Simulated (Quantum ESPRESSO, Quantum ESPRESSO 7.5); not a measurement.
# Notes on computing the lattice constant of MnSi against a deadline

*Notes of a novice, printed with their mistakes. Don't take the settings or the reasoning as a model; a review follows at the end.*

## What was measured

The number I have to reproduce is the edge a of the cubic MnSi cell. I take it from "On the nature of the phase transition in the itinerant helimagnet MnSi" (2007, arXiv:cond-mat/0702460). It was measured by X-ray diffraction at room temperature on a single crystal grown by the Bridgman method, and comes to 4.5598 Å with an uncertainty of 0.0002 Å.

Two other values sit slightly lower. One is 4.556 Å, a room-temperature literature value for bulk MnSi, quoted as background in "Strain in epitaxial MnSi films on Si(111) in the thick film limit studied by polarization-dependent extended x-ray absorption fine structure" (2016, arXiv:1611.07736). The other is 4.558 Å, the cell of the sample in "Magnetic Fluctuations and Correlations in MnSi - Evidence for a Skyrmion Spin Liquid Phase" (2011, arXiv:1103.0574), from diffraction, with no temperature given with the value.

| compared with | measured | source's wording or label | T (K) | method |
| --- | --- | --- | --- | --- |
| a (Å) | 4.5598 ± 0.0002 | 4.5598 ± 0.0002 A | room temperature | X-ray diffraction * |
| a (Å) | 4.556 | a | room temperature | method not stated |
| a (Å) | 4.558 | cubic lattice constant of the sample | – | diffraction, details not stated |

Where a quantity has several values, deviations refer to the one marked *.

Conditions are those given with the value in the passage it was taken from; "not stated" means there, and the paper may say more elsewhere. The values are a selection: others may have been left out beforehand as unlike or outlying.

## Approach

I need one number, a, from Quantum ESPRESSO. The model is the 8-atom cell with Mn and Si, started ferromagnetic, with the cell and the atoms free to relax. The starting structure is a database entry of 1934 with a = 4.548 Å. That is about 0.012 Å shorter than the measured value, probably because it is in an old length unit, but the relaxation should take care of it.

My target is the error bar of the measurement, so 4.5598 Å to within 0.0002 Å. The program prints far more digits than that, so I see no reason to accept less. I will use PBEsol because I have read that it is the one for lattice constants of solids. The plan is to get a quick answer first and then change settings until the number fits.

System: MnSi (manganese monosilicide), cubic; P2_13 (No. 198), 8 atoms in the primitive cell; the database structure is an entry taken as a start alone: a = 4.548 Å; structure from the Crystallography Open Database; note on this database entry: 0.1 to 0.3 % short, probably kX units; entry of 1934.

## 1. A quick first number

I start with PBEsol and a 1x1x1 k mesh, since fewer k points mean a shorter run. As I understand it the mesh is a fineness setting, like the mesh in a stress calculation, and with only eight atoms in the cell a coarse one should cost me the last digit or two at most. I expect something close to 4.56 Å.

**Run 1.** Quantum ESPRESSO 7.5: PBEsol, GBRV ultrasoft potentials, ferromagnetic start, cell and atoms relaxed from the database structure, cutoff 45 Ry (density 360 Ry), 1x1x1 k mesh, Marzari-Vanderbilt smearing 0.14 eV.

Key lines of the input:
```
! potential files: GBRV ultrasoft potentials, made for PBEsol
&control
  calculation = 'vc-relax'
  forc_conv_thr = 2.0d-4
  etot_conv_thr = 1.0d-5
  nstep = 30
/
&system
  nat = 8
  ntyp = 2
  ecutwfc = 45
  ecutrho = 360
  nbnd = 51
  occupations = 'smearing'
  smearing = 'mv'
  degauss = 0.01029
  nspin = 2
  starting_magnetization(1) = 0.5
/
&electrons
  conv_thr = 1.0d-8
  electron_maxstep = 60
/
&ions
/
&cell
  press_conv_thr = 0.5
/
ATOMIC_SPECIES
  Mn1 54.938 Mn.upf
  Si 28.085 Si.upf
[... cell and positions ...]
K_POINTS automatic
  1 1 1 0 0 0
```

Command:
```
OMP_NUM_THREADS=1 mpirun -n 8 pw.x -nk 1 -in relax.in > relax.out
```

Selected lines of the output:
```
     bfgs converged in   7 scf cycles and   6 bfgs steps
     total magnetization       =     6.00 Bohr mag/cell
          total   stress  (Ry/bohr**3)                   (kbar)     P=        0.30
CELL_PARAMETERS (angstrom)
   4.501945586   0.000000000   0.000000000
   0.000000000   4.501945586   0.000000000
```

Converged; 25 s on 8 cores of Arm Neoverse V2, shared host.

| quantity | run 1 | measured | deviation |
| --- | --- | --- | --- |
| a (Å) | 4.5019 | 4.5598 ± 0.0002 | −0.0579 (−1.3 %) |
| net moment per formula unit (μB) | 1.500 |  |  |
| absolute moment per formula unit (μB) | 1.798 |  |  |
| conventional cell volume (Å³) | 91.24 |  |  |
| final pressure (GPa) | 0.030 |  |  |

The relaxation converged and a is 4.501945586 Å, which is 0.0579 Å too short. The pressure at the end is only 0.030 GPa, so I take the calculation itself to be in order and the mesh to be good enough. That leaves the functional. The cell also carries a moment of 6.00 μB, so the manganese is magnetic, and I have read that plain functionals have trouble with magnetic transition metals.

## 2. Adding a U on manganese

The usual remedy I find for such metals is a Hubbard U on the d electrons. I take 3.9 eV for Mn, a value I have seen used for manganese oxides; manganese is manganese, so it should carry over. The first run took so little time that I also set the mesh to 6x6x6, for the last digits. I expect the U to push the cell outwards, and about 0.06 Å is what I need.

**Run 2.** Quantum ESPRESSO 7.5: PBEsol+U (Mn 3.9 eV), GBRV ultrasoft potentials, ferromagnetic start, cell and atoms relaxed from the database structure, cutoff 45 Ry (density 360 Ry), 6x6x6 k mesh, Marzari-Vanderbilt smearing 0.14 eV.

Key lines of the input, as changed from run 1:
```diff
  &control
-   nstep = 30
+   nstep = 60
  &electrons
-   electron_maxstep = 60
+   electron_maxstep = 100
+   mixing_beta = 0.4
  K_POINTS automatic
-   1 1 1 0 0 0
+   6 6 6 0 0 0
+ HUBBARD ortho-atomic
+   U Mn1-3d 3.9
```

Command:
```
OMP_NUM_THREADS=1 mpirun -n 8 pw.x -nk 8 -in relax.in > relax.out
```

Selected lines of the output:
```
     bfgs converged in  11 scf cycles and   9 bfgs steps
     total magnetization       =    13.87 Bohr mag/cell
CELL_PARAMETERS (angstrom)
   4.888537313   0.000000000   0.000000000
   0.000000000   4.888537313   0.000000000
```

Converged; took 9.1 min.

| quantity | run 2 | measured | deviation |
| --- | --- | --- | --- |
| a (Å) | 4.8885 | 4.5598 ± 0.0002 | +0.3287 (+7.2 %) |
| net moment per formula unit (μB) | 3.467 |  |  |
| absolute moment per formula unit (μB) | 4.22 |  |  |
| conventional cell volume (Å³) | 116.83 |  |  |
| final pressure (GPa) | −0.150 |  |  |

The U pushes the cell outwards, as I wanted, but much too far: a is now 4.888537313 Å, 0.3287 Å above the measurement. The moment has gone up as well, to 13.87 μB per cell. The first run was too short and this one is too long, so I read it as the right kind of correction in too large a dose. The measured value lies between my two results, and some U in between should hit it.

## 3. Half the U

I reduce U to 1.9 eV, about half, and leave everything else alone. If a follows U more or less in a straight line, this will still come out too long, but then I have another point on the line and can read off the U that gives 4.5598 Å.

**Run 3.** Quantum ESPRESSO 7.5: PBEsol+U (Mn 1.9 eV), GBRV ultrasoft potentials, ferromagnetic start, cell and atoms relaxed from the database structure, cutoff 45 Ry (density 360 Ry), 6x6x6 k mesh, Marzari-Vanderbilt smearing 0.14 eV.

Key lines of the input, as changed from run 2:
```diff
  HUBBARD ortho-atomic
-   U Mn1-3d 3.9
+   U Mn1-3d 1.9
```

Command:
```
OMP_NUM_THREADS=1 mpirun -n 4 pw.x -nk 4 -in relax.in > relax.out
```

Selected lines of the output:
```
     bfgs converged in   5 scf cycles and   4 bfgs steps
     total magnetization       =     8.25 Bohr mag/cell
CELL_PARAMETERS (angstrom)
   4.555151293   0.000000000   0.000000000
   0.000000000   4.555151293   0.000000000
   0.000000000   0.000000000   4.555151293
```

Converged; 8.6 min on 4 cores of Arm Neoverse V1, shared host.

| quantity | run 3 | measured | deviation |
| --- | --- | --- | --- |
| a (Å) | 4.5552 | 4.5598 ± 0.0002 | −0.0046 (−0.1 %) |
| net moment per formula unit (μB) | 2.062 |  |  |
| absolute moment per formula unit (μB) | 2.600 |  |  |
| conventional cell volume (Å³) | 94.52 |  |  |
| final pressure (GPa) | −0.024 |  |  |

This is nearly it: a = 4.555151293 Å, only 0.0046 Å below the measurement and 0.0008 Å below the 4.556 Å quoted for bulk MnSi. The U was clearly what the calculation lacked. I am still outside my 0.0002 Å, though. On the straight line through my two U values, a few hundredths of an eV more would close the gap.

What bothers me is how to defend 1.9 eV in the report. I chose it because it was half of 3.9 eV, and 3.9 eV at least is a value that I have seen in use.

## 4. The full U with LDA

I have read that LDA makes lattices too short. With the full 3.9 eV, PBEsol came out too long, so LDA with the same U could bring the two errors together at the right length. Then I would have the measured cell and a U that I can point to. I expect something well below 4.8885 Å, and with luck near 4.56 Å.

**Run 4.** Quantum ESPRESSO 7.5: LDA+U (Mn 3.9 eV), GBRV ultrasoft potentials, ferromagnetic start, cell and atoms relaxed from the database structure, cutoff 45 Ry (density 360 Ry), 6x6x6 k mesh, Marzari-Vanderbilt smearing 0.14 eV.

Key lines of the input, as changed from run 2:
```diff
- ! potential files: GBRV ultrasoft potentials, made for PBEsol
+ ! potential files: GBRV ultrasoft potentials, made for LDA
```

Selected lines of the output:
```
     bfgs converged in   7 scf cycles and   6 bfgs steps
     total magnetization       =    10.62 Bohr mag/cell
CELL_PARAMETERS (angstrom)
   4.629579542   0.000000000   0.000000000
   0.000000000   4.629579542   0.000000000
```

Converged; took 11 min.

| quantity | run 4 | measured | deviation |
| --- | --- | --- | --- |
| a (Å) | 4.6296 | 4.5598 ± 0.0002 | +0.0698 (+1.5 %) |
| net moment per formula unit (μB) | 2.655 |  |  |
| absolute moment per formula unit (μB) | 3.382 |  |  |
| conventional cell volume (Å³) | 99.23 |  |  |
| final pressure (GPa) | −0.054 |  |  |

The cell is shorter than with PBEsol and the same U, but a = 4.629579542 Å is still 0.0698 Å too long. LDA took off 0.2590 Å, and I needed 0.3287 Å. The moment is still large too, 10.62 μB per cell. I can't use this number, and I am no nearer to a reason for any particular U.

## 5. PBE in place of a U

I drop the U, since each value of it gives me another lattice constant. My first run, PBEsol without U, was 0.0579 Å too short, and I have read that PBE gives longer cells than PBEsol, often by about one per cent. That is roughly the amount missing, so I expect PBE to land close to 4.56 Å without a parameter that I have to explain. I keep the 6x6x6 mesh because it is already in the input file.

**Run 5.** Quantum ESPRESSO 7.5: PBE, GBRV ultrasoft potentials, ferromagnetic start, cell and atoms relaxed from the database structure, cutoff 45 Ry (density 360 Ry), 6x6x6 k mesh, Marzari-Vanderbilt smearing 0.14 eV.

Key lines of the input, as changed from run 2:
```diff
- ! potential files: GBRV ultrasoft potentials, made for PBEsol
+ ! potential files: GBRV ultrasoft potentials, made for PBE
- HUBBARD ortho-atomic
-   U Mn1-3d 3.9
```

Selected lines of the output:
```
     bfgs converged in   6 scf cycles and   5 bfgs steps
          total   stress  (Ry/bohr**3)                   (kbar)     P=        0.11
CELL_PARAMETERS (angstrom)
   4.516872882   0.000000000   0.000000000
   0.000000000   4.516872882   0.000000000
   0.000000000   0.000000000   4.516872882
```

Converged; took 8 min.

| quantity | run 5 | measured | deviation |
| --- | --- | --- | --- |
| a (Å) | 4.5169 | 4.5598 ± 0.0002 | −0.0429 (−0.9 %) |
| net moment per formula unit (μB) | 0.993 |  |  |
| absolute moment per formula unit (μB) | 1.155 |  |  |
| conventional cell volume (Å³) | 92.15 |  |  |
| final pressure (GPa) | 0.011 |  |  |

PBE gives a = 4.516872882 Å, still 0.0429 Å short. It is only about 0.015 Å longer than my first PBEsol cell, where I had counted on about one per cent. The run converged and the pressure is close to zero, so the relaxation did its job. Since PBE is supposed to give long cells and this one is short, I suspect the potential files. I took the GBRV set because it was the first that I found, and I can't tell from the file whether its manganese is any good.

## 6. Other potential files for PBE

I repeat PBE with the SSSP efficiency potentials, which are a recommended selection, at a cutoff of 65 Ry. If the GBRV manganese is at fault, the cell should grow by roughly the missing 0.04 Å.

**Run 6.** Quantum ESPRESSO 7.5: PBE, SSSP efficiency potentials, ferromagnetic start, cell and atoms relaxed from the database structure, cutoff 65 Ry (density 780 Ry), 6x6x6 k mesh, Marzari-Vanderbilt smearing 0.14 eV.

Key lines of the input, as changed from run 5:
```diff
- ! potential files: GBRV ultrasoft potentials, made for PBE
+ ! potential files: SSSP efficiency potentials, made for PBE
  &system
-   ecutwfc = 45
-   ecutrho = 360
+   ecutwfc = 65
+   ecutrho = 780
```

Selected lines of the output:
```
     bfgs converged in   6 scf cycles and   5 bfgs steps
     total magnetization       =     3.98 Bohr mag/cell
CELL_PARAMETERS (angstrom)
   4.518726243   0.000000000   0.000000000
   0.000000000   4.518726243   0.000000000
```

Converged; 11 min on 4 cores of Arm Neoverse V2, shared host.

| quantity | run 6 | measured | deviation |
| --- | --- | --- | --- |
| a (Å) | 4.5187 | 4.5598 ± 0.0002 | −0.0411 (−0.9 %) |
| net moment per formula unit (μB) | 0.995 |  |  |
| absolute moment per formula unit (μB) | 1.155 |  |  |
| conventional cell volume (Å³) | 92.27 |  |  |
| final pressure (GPa) | 0.018 |  |  |

The other files give a = 4.518726243 Å, 0.0019 Å more than GBRV, and the moment is practically the same at 3.98 μB per cell. So the GBRV manganese is not what makes my PBE cell short, and I blamed the files for nothing. PBE stays about 0.04 Å below the measurement with either set.

## 7. Back to PBEsol for the U line

With the deadline in view I return to the U, which has brought me closest so far. To read off the right value I want a third point on the line, at U = 0. My first run was PBEsol without U, but on the 1x1x1 mesh, so I repeat it on 6x6x6 to have all the points alike. I expect about 4.50 Å again, with changes in the last digits.

**Run 7.** Quantum ESPRESSO 7.5: PBEsol, GBRV ultrasoft potentials, ferromagnetic start, cell and atoms relaxed from the database structure, cutoff 45 Ry (density 360 Ry), 6x6x6 k mesh, Marzari-Vanderbilt smearing 0.14 eV.

Key lines of the input, as changed from run 2:
```diff
- HUBBARD ortho-atomic
-   U Mn1-3d 3.9
```

Selected lines of the output:
```
     total magnetization       =     3.64 Bohr mag/cell
CELL_PARAMETERS (angstrom)
   4.469427737   0.000000000   0.000000000
   0.000000000   4.469427737   0.000000000
```

Converged; 3.3 min on 8 cores of Arm Neoverse V2, shared host.

| quantity | run 7 | measured | deviation |
| --- | --- | --- | --- |
| a (Å) | 4.4694 | 4.5598 ± 0.0002 | −0.0904 (−2.0 %) |
| net moment per formula unit (μB) | 0.910 |  |  |
| absolute moment per formula unit (μB) | 1.04 |  |  |
| conventional cell volume (Å³) | 89.28 |  |  |
| final pressure (GPa) | 0.003 |  |  |

I expected changes in the last digits, and a has dropped by 0.0325 Å, to 4.469427737 Å. The moment went from 6.00 to 3.64 μB per cell. So the mesh is not a matter of the last digit or two, and the low pressure at the end of my first run did not mean that the mesh was good enough. PBE is also about one per cent longer than PBEsol after all, now that I compare the two on the same mesh.

The three points with U don't lie on a straight line either. The first 1.9 eV adds about 0.09 Å, the next 2.0 eV about 0.33 Å. I can't read off a U for 4.5598 Å with a ruler, as I had planned. The PBEsol run with 1.9 eV is still the closest number I have, so it is the one I will pass on, though I still can't say why U should be 1.9 eV. Plain PBEsol, which I chose because it was supposed to be right for solids, is 0.0904 Å short, and I don't know the reason.

## All runs against the measurement

| run | settings | a (Å) | deviation | cost |
| --- | --- | --- | --- | --- |
| 1 | PBEsol, GBRV ultrasoft potentials, cutoff 45 Ry (density 360 Ry), 1x1x1 k mesh | 4.5019 | −0.0579 (−1.3 %) | 3.4 core-min |
| 2 | PBEsol+U (Mn 3.9 eV), GBRV ultrasoft potentials, cutoff 45 Ry (density 360 Ry), 6x6x6 k mesh | 4.8885 | +0.3287 (+7.2 %) | 73 core-min |
| 3 | PBEsol+U (Mn 1.9 eV), GBRV ultrasoft potentials, cutoff 45 Ry (density 360 Ry), 6x6x6 k mesh | 4.5552 | −0.0046 (−0.1 %) | 34 core-min |
| 4 | LDA+U (Mn 3.9 eV), GBRV ultrasoft potentials, cutoff 45 Ry (density 360 Ry), 6x6x6 k mesh | 4.6296 | +0.0698 (+1.5 %) | 44 core-min |
| 5 | PBE, GBRV ultrasoft potentials, cutoff 45 Ry (density 360 Ry), 6x6x6 k mesh | 4.5169 | −0.0429 (−0.9 %) | 32 core-min |
| 6 | PBE, SSSP efficiency potentials, cutoff 65 Ry (density 780 Ry), 6x6x6 k mesh | 4.5187 | −0.0411 (−0.9 %) | 43 core-min |
| 7 | PBEsol, GBRV ultrasoft potentials, cutoff 45 Ry (density 360 Ry), 6x6x6 k mesh | 4.4694 | −0.0904 (−2.0 %) | 26 core-min |
|  | measured | 4.5598 ± 0.0002 |  |  |

## Where I got to

I am handing in a = 4.5552 Å, from PBEsol with U = 1.9 eV on manganese. It is 0.0046 Å below the measured 4.5598 Å, so I have missed my own target of 0.0002 Å. In the report I will call it agreement to 0.1 %, which sounds good enough for the deadline.

I am less comfortable with it than I was when it came back. I got the 1.9 eV by halving a value meant for oxides, and the same functional gives 4.4694 Å without U and 4.8885 Å with 3.9 eV. If someone asks me for the lattice constant of a similar compound that nobody has measured, I wouldn't know which U to type in. The moment also changes with U, from 0.910 to 2.062 μB per formula unit at 1.9 eV, and I have not compared it with any experiment.

What I do take away is that the k mesh has to be settled first. I judged PBEsol on a single k point and started correcting it before I had its real answer. Why it comes out so short is still open, and the work stops here unfinished.

## An expert's review

Further runs made for the review:

| reviewer's run | settings | a (Å) | deviation | cost |
| --- | --- | --- | --- | --- |
| R1 | PBEsol, GBRV ultrasoft potentials, ferromagnetic start, cutoff 45 Ry (density 360 Ry), 8x8x8 k mesh | 4.4697 | −0.0901 (−2.0 %) | 36 core-min |
| R2 | LDA, GBRV ultrasoft potentials, ferromagnetic start, cutoff 45 Ry (density 360 Ry), 6x6x6 k mesh | 4.4264 | −0.1334 (−2.9 %) | 24 core-min |
| R3 | PBEsol, PseudoDojo norm-conserving potentials, ferromagnetic start, cutoff 96 Ry, 6x6x6 k mesh | 4.4717 | −0.0881 (−1.9 %) | 62 core-min |
| R4 | PBEsol, GBRV ultrasoft potentials, no spin polarisation, cutoff 45 Ry (density 360 Ry), 6x6x6 k mesh | 4.4529 | −0.1069 (−2.3 %) | 12 core-min |
|  | measured | 4.5598 ± 0.0002 |  |  |

The beginner rightly lets the relaxation correct the old starting cell. The target of 0.0002 Å is arbitrary, however: it is the precision of the diffraction, and printed digits aren't accuracy. Changing settings until the number fits is also fitting, not prediction.

Run 1 samples a metal's electron states at a single k point. The mesh isn't a spatial fineness, and a small cell needs more points, not fewer. The low pressure shows only that the cell had relaxed on that mesh. Run 7 puts the error at 0.0325 Å, and my 8x8x8 run (R1) gives 4.4697 Å, so 6x6x6 suffices. Starting there would have cost 26 core-minutes instead of 3.4. Run 1 lies nearer the measurement than run 7 by chance.

Run 2 changes mesh and U together, to correct an error not yet known. A U used for oxides doesn't carry over to a metal with itinerant d electrons. Against run 7, it lengthens the cell by 0.4191 Å and raises the moment to 3.467 μB per formula unit. That is a warning, not the right correction in too large a dose.

Run 3 lands near the measurement because a halved, unjustified U happened to suit. It doesn't show that U was lacking, and two points can't establish a straight line. Its moment of 2.062 μB should have been checked: the measured ordered moment at low temperature is roughly 0.4 μB, and plain PBEsol already exceeds that.

Run 4 seeks a cancellation of errors, which wouldn't have justified the U even if it had succeeded. LDA without U gives 4.4264 Å (R2), so here the same U adds 0.2032 Å.

Dropping U in run 5 was right. PBE seemed barely longer than PBEsol only because it was compared with run 1; the beginner later corrects this. PBE's habit of giving long cells is no rule for 3d metals, so a short cell was no reason to suspect the files.

Run 6 is a sensible check, but it doesn't clear the GBRV manganese, since SSSP may use that very file. Independent PseudoDojo potentials give 4.4717 Å with PBEsol (R3), only 0.0023 Å from run 7. That clears the files for PBEsol and makes them an unlikely cause for PBE.

Run 7 is a good repeat, and its lessons about the mesh and the bent U line are correct. Handing in run 3 afterwards is not: its 0.1 % is a fit, not agreement. PBEsol's shortness is no mystery either, as it is known to bind 3d metals too tightly.

The plain PBE result, about 4.517 Å, should have been reported: 0.9 % short, a fair match but no precise one. The three quoted measurements lie within 0.004 Å of each other, so they give no reason to blame the experiment. Thermal expansion explains perhaps 0.01 Å of the gap. Magnetism matters too: removing spin polarisation shortens the PBEsol cell to 4.4529 Å (R4). Neither model represents the fluctuating moments of the paramagnetic sample, and how much of the remaining gap they explain is open.

[Logs are printed without paths, hosts, clocks, repeated set-up lines and the standing remarks that a program may print on its own settings, such as how far it seeks lower states.]

[The runs shown are a pick from a larger set of finished runs; failed, doubtful and other runs were left out of it ahead of writing. So were measured values far from every level or from commonly accepted values, and agreement can look better than it is. Lines of input and output are excerpts and may be shortened.]
